Dear colleague,

The linewidths you fit above the dissociation threshold and the RRKM rate are two different averages of one scattering matrix, and they part company once a channel transmits well. I derive both and then solve a one-channel model in which every step is explicit. Energies and widths are in cm$^{-1}$, times in ps. A resonance pole lies at $E_\mu-i\Gamma_\mu/2$, so $\Gamma_\mu$ is the full width at half maximum of an isolated line. Levels of one set of good quantum numbers have mean spacing $D$ and density $\rho=1/D$.

**Premises**

(P1) $N$ bound zero-order levels, with real symmetric Hamiltonian $H_0$, couple to $\Lambda$ open channels through a real $N\times\Lambda$ matrix $W$, the continua being normalised to $\delta(E-E')$. $W$ does not depend on energy, which excludes channel thresholds from the range considered. Then

$$S(E)=U\,(1-iK)(1+iK)^{-1}U^{T},\qquad K(E)=\pi W^{T}(E-H_0)^{-1}W,$$

where the constant unitary $U$ carries the direct scattering. Equivalently, the middle factor is $1-2\pi iW^T(E-H_{\rm eff})^{-1}W$ with $H_{\rm eff}=H_0-i\pi WW^T$.

(P2) The poles form a stationary sequence. Within a distance $\Delta$ of the working energy, the density $\rho$ and the distribution of widths do not drift, and $\Delta\gg D$.

Nothing is assumed about chaos or about complete intramolecular energy flow.

**Step 1: the determinant is a product over poles**

The identity $\det(1+AB)=\det(1+BA)$, with $A=\pm i\pi W^T$ and $B=(E-H_0)^{-1}W$, gives

$$\det(1\pm iK)=\frac{\det(E-H_0\pm i\pi WW^T)}{\det(E-H_0)}.$$

The upper sign contains $E-H_{\rm eff}$, the lower $E-H_{\rm eff}^\dagger$, whose eigenvalues are the complex conjugates. With $\gamma_\mu=\Gamma_\mu/2$,

$$\det S(E)=(\det U)^2\prod_\mu\frac{E-E_\mu-i\gamma_\mu}{E-E_\mu+i\gamma_\mu}.$$

For a normalised eigenvector $\psi_\mu$ of $H_{\rm eff}$, the imaginary part of $\psi_\mu^\dagger H_{\rm eff}\psi_\mu$ gives $\Gamma_\mu=2\pi|W^T\psi_\mu|^2\ge0$. Hence $S$ has no pole in the upper half-plane. A level with $\Gamma_\mu=0$ cancels from $S$ altogether, and $\rho$ counts only coupled levels.

**Step 2: averaging commutes with the determinant**

Define the average by a Lorentzian weight of half-width $\eta$,

$$\langle f\rangle=\int_{-\infty}^{\infty}dE'\,\frac{\eta/\pi}{(E'-E)^2+\eta^2}\,f(E').$$

If $f$ is analytic and bounded in the upper half-plane, close the contour there. The arc vanishes because the weight falls as $E'^{-2}$, and the only enclosed pole is that of the weight, at $E+i\eta$, so $\langle f\rangle=f(E+i\eta)$. Each element of $S$ is a rational function with no pole above the axis and a finite limit at infinity, and so is any product of elements. Therefore

$$\langle\det S\rangle=\det S(E+i\eta)=\det\langle S\rangle .$$

This is exact for every $\eta$. It fails for products that mix $S$ with $S^*$, such as cross sections, because $S^*$ has its poles above the axis.

**Step 3: counting poles**

Put $x_\mu=E-E_\mu$, use $|\det U|=1$, and take the squared modulus at $E+i\eta$:

$$\ln|\det\langle S\rangle|^2=\sum_\mu\ln\frac{x_\mu^2+(\eta-\gamma_\mu)^2}{x_\mu^2+(\eta+\gamma_\mu)^2}.$$

By (P2), for $\eta\gg D$ the sum becomes $\rho\int dx$ together with an average over widths. The integral needed is $J(a,b)=\int dx\,\ln[(x^2+a^2)/(x^2+b^2)]$. For $a>0$, $\partial J/\partial a=\int 2a\,dx/(x^2+a^2)=2\pi$, and $J(b,b)=0$, so $J=2\pi(|a|-|b|)$. Since $|\eta-\gamma|-(\eta+\gamma)=-2\min(\gamma,\eta)$,

$$\ln|\det\langle S\rangle|^2=-2\pi\rho\,\overline{\min(\Gamma,2\eta)},$$

where the bar is the mean over poles. When the window is wider than the widths that matter, the right side is $-2\pi\rho\bar\Gamma$.

The replacement has two costs. The summand falls off as $-4\eta\gamma/x^2$, so poles beyond $\pm\Delta$ supply $8\rho\eta\bar\gamma/\Delta$ out of $4\pi\rho\bar\gamma$, a fraction $2\eta/(\pi\Delta)$ that (P2) does not control. And a single spectrum scatters about the mean. For uncorrelated poles with $\gamma\ll\eta$ the variance of the sum is $\rho\,\overline{\gamma^2}\int16\eta^2dx/(x^2+\eta^2)^2=8\pi\rho\,\overline{\gamma^2}/\eta$, a relative spread $(\gamma_{\rm rms}/\bar\gamma)\sqrt{D/2\pi\eta}$.

**Step 4: transmission coefficients**

Let $P=1-\langle S\rangle\langle S\rangle^\dagger$, with eigenvalues $T_c$. Because $\langle S\rangle$ is a positively weighted mean of unitary matrices, it cannot lengthen a vector, so $0\le T_c\le1$. Also $|\det\langle S\rangle|^2=\det(1-P)=\prod_c(1-T_c)$. The Moldauer–Simonius relation follows:

$$\boxed{\,2\pi\rho\,\bar\Gamma=-\sum_{c=1}^{\Lambda}\ln(1-T_c)\,}$$

Only when $\langle S\rangle$ is diagonal is $T_c=1-|\langle S_{cc}\rangle|^2$. Otherwise the eigenvalues must be used. A direct process without any resonance has a constant unitary $S$, all $T_c=0$ and no widths, although $1-|S_{cc}|^2$ may be large.

The energy-independent part $\langle S\rangle$ describes flux that leaves promptly, so $\sum_cT_c$ is the cumulative probability of capture into the complex. If capture means crossing the transition state, this sum is the tunnelling-corrected number of states $N^\ddagger$ in the RRKM rate $k=N^\ddagger/h\rho$. The width equivalent to that rate is

$$\Gamma_W=\hbar k=\frac{1}{2\pi\rho}\sum_cT_c .$$

Since $-\ln(1-T)=T+T^2/2+\dots\ge T$, we have $\bar\Gamma\ge\Gamma_W$, with leading relative excess $\sum T_c^2/(2\sum T_c)$. Agreement needs each $T_c$ small, not the sum: many weak channels can give strongly overlapping lines with $\bar\Gamma\approx\Gamma_W$. Classical RRKM counting sets $T_c=1$ for every open state of the transition state, and there $\bar\Gamma$ diverges logarithmically while $k$ stays finite.

**Step 5: what RRKM does measure**

Let $S^{\rm fl}=S-\langle S\rangle$ and $C(\varepsilon)={\rm tr}\,\langle S^{\rm fl\dagger}(E)\,S^{\rm fl}(E+\varepsilon)\rangle$. By (P2), $\langle S\rangle$ is constant, so $C(\varepsilon)={\rm tr}\langle S^\dagger(E)S(E+\varepsilon)\rangle-{\rm tr}\,\langle S\rangle^\dagger\langle S\rangle$. Unitarity gives $C(0)=\Lambda-{\rm tr}(1-P)=\sum_cT_c$. For the slope, ${\rm tr}\,S^\dagger S'={\rm tr}\,S^{-1}S'=d\ln\det S/dE$, and Step 1 gives

$$\frac{d}{dE}\ln\det S=i\sum_\mu\frac{2\gamma_\mu}{x_\mu^2+\gamma_\mu^2}.$$

Each term has area $2\pi$ whatever its width, so $C'(0)=2\pi i\rho$. Define the correlation width by the initial slope, as the form $C(0)/(1-i\varepsilon/\Gamma_{\rm corr})$ suggests:

$$\Gamma_{\rm corr}\equiv\frac{iC(0)}{C'(0)}=\frac{1}{2\pi\rho}\sum_cT_c=\Gamma_W .$$

With time dependence $e^{-iEt/\hbar}$, a factor $e^{iE\tau/\hbar}$ in $S$ delays the outgoing wave by $\tau$, and $C(\varepsilon)=\int p(\tau)e^{i\varepsilon\tau/\hbar}d\tau$, where $p$ is the distribution of delays of the captured flux, summed over channels. Its mean is $\bar\tau=\hbar/\Gamma_{\rm corr}=h\rho/\sum T_c=1/k$. So RRKM gives the mean residence time of captured flux, which is bounded below by $h\rho/\Lambda$. The step fixes the first moment of $p$ and nothing more. That $C$ is a Lorentzian and $p$ an exponential is a separate result of random-matrix theory for chaotic $H_0$ with $\sum T_c\gg1$, which I quote without proof. The model below lies outside that regime.

**The one-channel picket fence**

Take $U=1$, levels at $nD$ for all integers $n$, and the same coupling $w$ for each. The symmetric sum $\sum_n(E-nD)^{-1}=(\pi/D)\cot(\pi E/D)$ gives

$$K=\kappa\cot\frac{\pi E}{D},\qquad\kappa=\frac{\pi^2w^2}{D}.$$

The golden-rule width of one level is $\Gamma_0=2\pi w^2=2\kappa D/\pi$. With $z=e^{2\pi iE/D}$, $\cot(\pi E/D)=i(z+1)/(z-1)$, so $iK=\kappa(1+z)/(1-z)$ and

$$S=\frac{(1-z)-\kappa(1+z)}{(1-z)+\kappa(1+z)}=\frac{s-z}{1-sz},\qquad s=\frac{1-\kappa}{1+\kappa}.$$

*Average.* Since $|s|<1$, expand in $z$:

$$S=s-T\sum_{m=1}^\infty s^{m-1}z^m,\qquad T=1-s^2=\frac{4\kappa}{(1+\kappa)^2}.$$

Each power of $z$ averages to zero over a period, so $\langle S\rangle=s$ and $T$ is the transmission coefficient.

*Poles.* They lie at $z=1/s$. At $E=E_n-i\Gamma/2$, $|z|=e^{\pi\Gamma/D}$, hence

$$\Gamma=-\frac D\pi\ln|s|=-\frac{D}{2\pi}\ln(1-T),$$

the same for every pole. This is the boxed relation, obtained without Steps 1 to 3. For $\kappa<1$ the poles lie below the levels $nD$. For $\kappa>1$, $s$ is negative and they lie midway between levels. The couplings $\kappa$ and $1/\kappa$ give equal $T$ and $\Gamma$, so beyond $\kappa=1$ stronger coupling narrows these lines.

*Finite window.* At $E+i\eta$, $|z|=e^{-2\pi\eta/D}$ and $S-s=-Tz/(1-sz)$, so the relative departure from $s$ is about $T|z|/|s|=Te^{-2\pi(\eta-\gamma)/D}$. For this rigid spectrum the discreteness correction is exponentially small once $\eta-\gamma$ exceeds $D$. At $T=1$, $S=-z$ has no pole at finite energy, and $\ln|\langle S\rangle|^2=-4\pi\eta/D$. That is the cut-off form of Step 3 with $\min(\Gamma,2\eta)=2\eta$.

*Time picture.* The factor $z^m$ is a delay $mt_H$, with $t_H=h/D$. A fraction $s^2=1-T$ is reflected promptly and a fraction $T^2(1-T)^{m-1}$ leaves after $m$ round trips. These add to $(1-T)+T=1$. It is the multiple-reflection series of a well with period $t_H$ behind a barrier of transmission probability $T$. The captured population is multiplied by $1-T$ at each return, and $(1-T)^m=e^{-\Gamma mt_H/\hbar}$. The pole width is thus the decay constant of the envelope of a staircase. The mean delay is $t_H\sum_mmT(1-T)^{m-1}=t_H/T=\hbar/\Gamma_W$. At $T=1$ everything leaves after exactly one period: the envelope is infinitely steep and the mean delay is $t_H$.

*Correlation function.* Only equal powers of $z$ survive the average. With $\zeta=e^{2\pi i\varepsilon/D}$,

$$C(\varepsilon)=T^2\sum_{m\ge1}(1-T)^{m-1}\zeta^m=\frac{T^2\zeta}{1-(1-T)\zeta},\qquad|C|^2=\frac{T^4}{T^2+4(1-T)\sin^2(\pi\varepsilon/D)}.$$

Here $C(0)=T$ and $C'(0)=2\pi i/D$, so the slope width is $TD/2\pi$, as Step 5 requires. The shape is another matter. $|C|^2$ is periodic and falls to half its peak where $\sin(\pi\varepsilon/D)=T/(2\sqrt{1-T})$, which has a solution only for $T\le2\sqrt2-2=0.828$. At $T=1$ the modulus is constant, and the correlation width survives only in the phase of $C$. The statement that the correlation width stays at $\Gamma_W$ holds for the slope definition, not for a half-width read off $|C|^2$.

*Where the divergence goes in a finite band.* Keep $N=2M+1$ levels, $|n|\le M$, with half-bandwidth $B=(M+\tfrac12)D$. The trace of $H_{\rm eff}$ fixes $\sum_\mu\Gamma_\mu=N\Gamma_0$, so the mean over all poles is $2\kappa D/\pi$, finite at $\kappa=1$. There is no conflict, because the boxed relation is local in energy. Smoothing the sum gives $K=\kappa G$ with $G(E)=\pi^{-1}\ln[(E+B)/(E-B)]$, equal to $g\mp i$ just above and below the band, where $g=\pi^{-1}\ln[(B+E)/(B-E)]$. The local width is then

$$\Gamma(E)=\frac{D}{2\pi}\ln\frac{(1+\kappa)^2+\kappa^2g^2}{(1-\kappa)^2+\kappa^2g^2},$$

and $T=1$ is reached only at the centre, where $g=0$. Off the band $|{\rm Im}\,G|<1$, so for $\kappa<1$ the function $1+i\kappa G$ has no zero there and $\Phi=\ln(1+i\kappa G)$ is analytic, with $\Phi\to2i\kappa B/\pi E$ at infinity. The jump of $\Phi$ integrated along the band equals the clockwise contour integral, $-2\pi i\cdot2i\kappa B/\pi=4\kappa B$. The real part of the jump is $\pi\Gamma(E)/D$, so the band mean of $\Gamma(E)$ is $(D/\pi)(4\kappa B/2B)=2\kappa D/\pi$, as the trace demands.

The central pole $E=-iyD$ obeys $1+iK=0$, that is

$$\frac{\kappa}{\pi}\sum_{n=-M}^{M}\frac{y}{y^2+n^2}=1,\qquad \Gamma=2yD .$$

The full sum is $\pi\coth\pi y$ and the missing tail is close to $2\arctan(yD/B)$. At $\kappa=1$ this gives $e^{2\pi y}-1\approx\pi B/yD$, so the width grows only as $\ln N$. For $\kappa>1$ the root moves to $yD\approx B\cot(\pi/2\kappa)$, a single pole with a width on the scale of the band. It does not belong to the stationary sequence. Its term in Step 3 is about $-4\eta/\gamma$, small for $\eta\ll\gamma$, and it must be left out of $\bar\Gamma$.

**Range of validity**

The relation needs a window with $D\ll\eta\ll\Delta$ that also exceeds the widths carrying the mean. If it does not, one obtains $\overline{\min(\Gamma,2\eta)}$. The $T_c$, $\rho$ and the direct part must be constant over $\Delta$. This fails at a channel threshold, and near a barrier top when $T$ changes appreciably over a few spacings. All open channels must be included, since unitarity is used in Steps 4 and 5, and radiative or collisional loss counts as further channels. The $T_c$ are eigenvalues of $P$. The mean $\bar\Gamma$ is arithmetic, taken over levels of one symmetry, without the at most $\Lambda$ band-wide poles that appear at overcritical coupling. The relation says nothing about the spread of widths. Equal widths and the staircase are peculiar to the picket fence. In an irregular spectrum the mean near $T=1$ may be carried by a minority of broad poles, which a fit to a spectrum is likely to absorb into the background, and the late decay follows the narrowest poles. When energy flow is restricted so that some levels barely couple, they add little to $\rho\bar\Gamma$ but their full share to $\bar\tau$, through very long delays that an experiment may not follow. The observed decay is then faster than $k$ computed from the full density.

**Numerical illustration**

Take the illustrative spacing $D=2$ cm$^{-1}$, assigned to no particular molecule, so all numbers are the model's. Then $D/2\pi=0.318$ cm$^{-1}$ and $t_H=1/cD=16.68$ ps. For given $T$ the weak-coupling branch has $s=\sqrt{1-T}$ and $\kappa=(1-s)/(1+s)$.

| $T$ | $\kappa$ | $\Gamma_0$ / cm$^{-1}$ | $\Gamma$ / cm$^{-1}$ | $\Gamma_W$ / cm$^{-1}$ | $\hbar/\Gamma$ / ps | $\bar\tau$ / ps |
|---|---|---|---|---|---|---|
| 0.10 | 0.0263 | 0.0335 | 0.0335 | 0.0318 | 158 | 167 |
| 0.50 | 0.172 | 0.218 | 0.221 | 0.159 | 24.1 | 33.4 |
| 0.90 | 0.519 | 0.661 | 0.733 | 0.286 | 7.24 | 18.5 |
| 0.99 | 0.818 | 1.04 | 1.47 | 0.315 | 3.62 | 16.8 |

At $T=0.99$ the pole width is 4.65 times $\Gamma_W$, yet still below the spacing. One channel reaches $\Gamma=D$ only at $T=1-e^{-2\pi}=0.9981$. At $T=0.50$ the half-width of $|C|^2$ is 0.230 cm$^{-1}$, nearer to the pole width than to $\Gamma_W$. A window $\eta=4$ cm$^{-1}$ reproduces $\langle S\rangle$ at $T=0.90$ to a relative $9.9\times10^{-6}$ in the infinite fence. For 101 levels, $B=101$ cm$^{-1}$, and the same window leaves an uncontrolled fraction $2\eta/\pi B=0.025$. At $\kappa=1$ the central pole has $\Gamma=3.34$ cm$^{-1}$ for 101 levels and 4.60 cm$^{-1}$ for 1001 levels, the slow logarithmic growth found above. At $\kappa=2$ with 101 levels, one pole takes 202 cm$^{-1}$ of the total 257 cm$^{-1}$, while the infinite fence, with $T=8/9$, gives the narrow poles 0.699 cm$^{-1}$. If you convert a fitted mean width of 0.733 cm$^{-1}$ into a lifetime you get 7.24 ps, whereas the captured flux of the same model, at $T=0.90$, stays on average 18.5 ps.